Student: Translational invariance removes 3 of the 12 first derivatives of (ab|cd). That seems a small gain. Why not use the Hellmann–Feynman force and skip derivative integrals altogether?

Lecturer: First the relation. Shift every function centre and operator centre by one vector and substitute r → r + shift: the integral is unchanged, so the gradients over all centres add to zero. At most 9 of the 12 are independent, and for nuclear attraction ∇_C = −(∇_A + ∇_B). The SCF gradient multiplies each derivative integral by density or energy-weighted density elements, so without an external field the total force is zero for any density, converged or not.

Student: For four functions on the O of water, are all twelve zero?

Lecturer: No. ∇_A(p s|s s) is generally finite. But the four functions move with one nucleus, only the sum enters, and the sum vanishes. In general, take the atom carrying the most functions of a quartet, m of them, from the others: 3(4 − m) derivatives remain. Water has three atoms, so m ≥ 2. With a functions on O, b on each H and N = a + 2b, the ordered quartets number
Q4 = a⁴ + 2b⁴, Q3 = 8a³b + 8b³(a + b), Q2 = N⁴ − Q4 − Q3,
and the derivative work is D = 3Q3 + 6Q2 instead of 12N⁴. For typical double-zeta sizes a = 14, b = 5, D = 1366380 and N⁴ = 331776, so D/N⁴ = 4.12. As O gains functions, D grows as 24ba³ while the SCF grows as a⁴.

Student: And the total work?

Lecturer: Assume k = 10 direct-SCF iterations and equal cost for an integral and a derivative integral; drop the one-electron work of order N², ignore point-group symmetry, and let the eightfold permutational saving cancel in ratios. Then Hellmann–Feynman (HF) costs kN⁴, the gradient with invariance (G) kN⁴ + D, the gradient without it (G12) (k + 12)N⁴. Central differences (FD) displace only the two H atoms: 12 extra SCF runs, 13kN⁴. All store a few N² matrices. The gradients add one buffer per shell quartet: with spherical d shells on O only, at most 12 × 625 = 7500 numbers for G12 and 6 × 225 = 1350, from (dd|pp), for G.

Student: So HF is always cheapest.

Lecturer: At equal basis. But HF keeps the one-centre operator derivative ∇_C⟨p|−Z/r_C|s⟩ on O, which the basis-function (Pulay) terms cancel exactly in G. Here is a model, in atomic units. The O core is two independent hydrogenic 1s electrons, Z = 8, at the origin. A charge q = +1 without basis functions sits on +z at R = 1.81 bohr, a typical O–H distance. Keep the monopole and the dipole term −qz/R² of its potential, to second order. With α the polarisability per electron, E = const + (Z − 2)q/R − αq²/R⁴. Moving O along +z shortens R, so
F = dE/dR = −(Z − 2)q/R² + 4αq²/R⁵.

Student: You need α exactly.

Lecturer: Scale to Z = 1 and use radial functions, r times the radial part. The ground state is u0 = 2r e^(−r), the p-wave operator is L = −½d²/dr² + 1/r² − 1/r + ½, and Lu = r u0 has the solution u = (2r² + r³)e^(−r). With ⟨cos²θ⟩ = 1/3, α = (2/3)∫u r u0 dr = 9/2, which scales to 9/(2Z⁴) = 1.099×10⁻³ bohr³. The polarisation force is 2.26×10⁻⁴ and the model's exact F is −1.83122 hartree/bohr. HF writes the force on O as −Zq/R² + 2κq/R² at first order in q, where the electrons pull through Z⟨z/r³⟩ and κ = (2/3)∫u r⁻² u0 dr = 1 for any Z.

Student: Now a finite basis.

Lecturer: Keep the exact 1s and add n p shells f_j = r^(j+2) e^(−λr), j = 0 … n − 1, with an assumed exponent λ = 3/2, or 12 bohr⁻¹ for O. With A_ij = ∫f_i L f_j dr, B_i = ∫f_i r u0 dr and W_i = ∫f_i r⁻² u0 dr,
α_n = (2/3)BᵀA⁻¹B, κ_n = (2/3)WᵀA⁻¹B.
In G all one-centre terms drop and the monopole is fixed by normalisation, so the error is 4(α − α_n)q²/R⁵. The HF error is 2|1 − κ_n|q/R².

Student: Why should these converge differently?

Lecturer: W has its own response function g = 2r e^(−r), since Lg = u0/r²; it is the radial part of −∂ψ0/∂z. Let δ and δ′ be the residuals of u and g after projection on the basis in the L metric. Orthogonality of the residuals to the basis gives α − α_n = (2/3)⟨δ|L|δ⟩ and 1 − κ_n = (2/3)⟨δ′|L|δ⟩. Expand in x²e^(−x/2)L_j(x), x = 3r, with L_j the associated Laguerre polynomials of order 3, orthogonal under the weight 1/r. The coefficients follow from
∫x^p e^(−5x/6) Σ L_j(x)s^j dx = p! 6^(p+1) (1 − s)^(p−3)/(5 + s)^(p+1).
For u, p = 3 and 4: the only pole is s = −5, so δ falls as tⁿ, t = (λ − 1)/(λ + 1) = 1/5, times a power of n. For g, p = 2: a pole at s = 1 leaves δ′ with power-law decay. G therefore converges as t²ⁿ and HF as tⁿ, up to powers of n.

Student: And FD?

Lecturer: It differentiates the same energy, so it inherits the G error and adds h²|E‴|/6 + ε/h, with |E‴|/6 = 6/R⁴ = 0.559 hartree/bohr³. For an assumed energy noise ε = 10⁻⁹ hartree the minimum lies at h³ = ε/(2 × 0.559), h = 9.6×10⁻⁴ bohr, and adds up to 1.6×10⁻⁶. Here a = 14 + 3n, work is in units of 10 × 24⁴, errors are in hartree/bohr, and G12 shares the G error.

n | N² | Z⁴α_n | κ_n | work HF | G | G12 | FD | error HF | error G
0 | 576 | 0 | 0 | 1.00 | 1.41 | 2.20 | 13.0 | 0.610 | 2.3×10⁻⁴
1 | 729 | 1.864 | 1.213 | 1.60 | 2.21 | 3.52 | 20.8 | 0.130 | 1.3×10⁻⁴
2 | 900 | 3.770 | 0.808 | 2.44 | 3.30 | 5.37 | 31.7 | 0.117 | 3.7×10⁻⁵
3 | 1089 | 4.373 | 1.059 | 3.57 | 4.75 | 7.86 | 46.5 | 0.036 | 6.4×10⁻⁶
4 | 1296 | 4.483 | 0.980 | 5.06 | 6.61 | 11.14 | 65.8 | 0.012 | 8.3×10⁻⁷

Student: The ratios between rows are far from 25 and 5.

Lecturer: The powers of n still matter: from n = 3 to 4 the factors are 7.7 and 3.0. Two omissions also need sizes. The q² part of the HF force is of the order of the polarisation force, far below the HF column. Quadrupole polarisation of the core, with polarisability 15/Z⁶ per electron, adds a force 90q²/(Z⁶R⁷) = 5.4×10⁻⁶, which rivals the last two G entries; those describe the dipole model only.

Student: Then choose.

Lecturer: For a tolerance of 0.2, HF needs n = 1 at 1.60, but G at n = 0 costs 1.41 and also meets 10⁻³. For 10⁻⁴ take G at n = 2 (3.30), for 10⁻⁵ G at n = 3 (4.75). Inside a budget of 1.2 only HF at n = 0 fits, with error 0.610. A budget of 2 buys G at n = 0. A budget of 4 buys G at n = 2, against G12 at n = 1 and HF at n = 3; a budget of 5 buys G at n = 3. FD fits none of these budgets.

Student: Your basis is unfair to HF. Add g itself as one shell and δ′ = 0.

Lecturer: Then κ = 1 exactly at work 1.60, leaving a q² error of order 10⁻⁴, comparable with G at n = 0. That undercuts G12 at 2.20 but not G at 1.41. The tailored shell beats G when k(27⁴ − 24⁴) < D, meaning k < 6.8, and beats G12 for k < 19.9. Between those iteration counts the invariance decides the choice. In water the valence and H functions need their derivative functions too, which raises N further.

Student: Are these errors water's?

Lecturer: They are the model's core-polarisation errors. Valence incompleteness of a double-zeta basis typically shifts water gradients by about 10⁻² hartree/bohr, so the G column is optimistic by roughly two orders of magnitude or more, and effort belongs in the valence basis first. The bare charge also ignores the valence electrons' field at the core.

Student: Does invariance lose anything?

Lecturer: A diagnostic. The force inferred for the skipped atom collects the rounding errors of the derivatives that were computed, and the total is zero by construction, whereas in G12 it tests the integral code. In HF it tests the basis: the force on the bare charge is the G value reversed, so the sum is −2(1 − κ_n)q/R² at first order, −0.610 hartree/bohr at n = 0.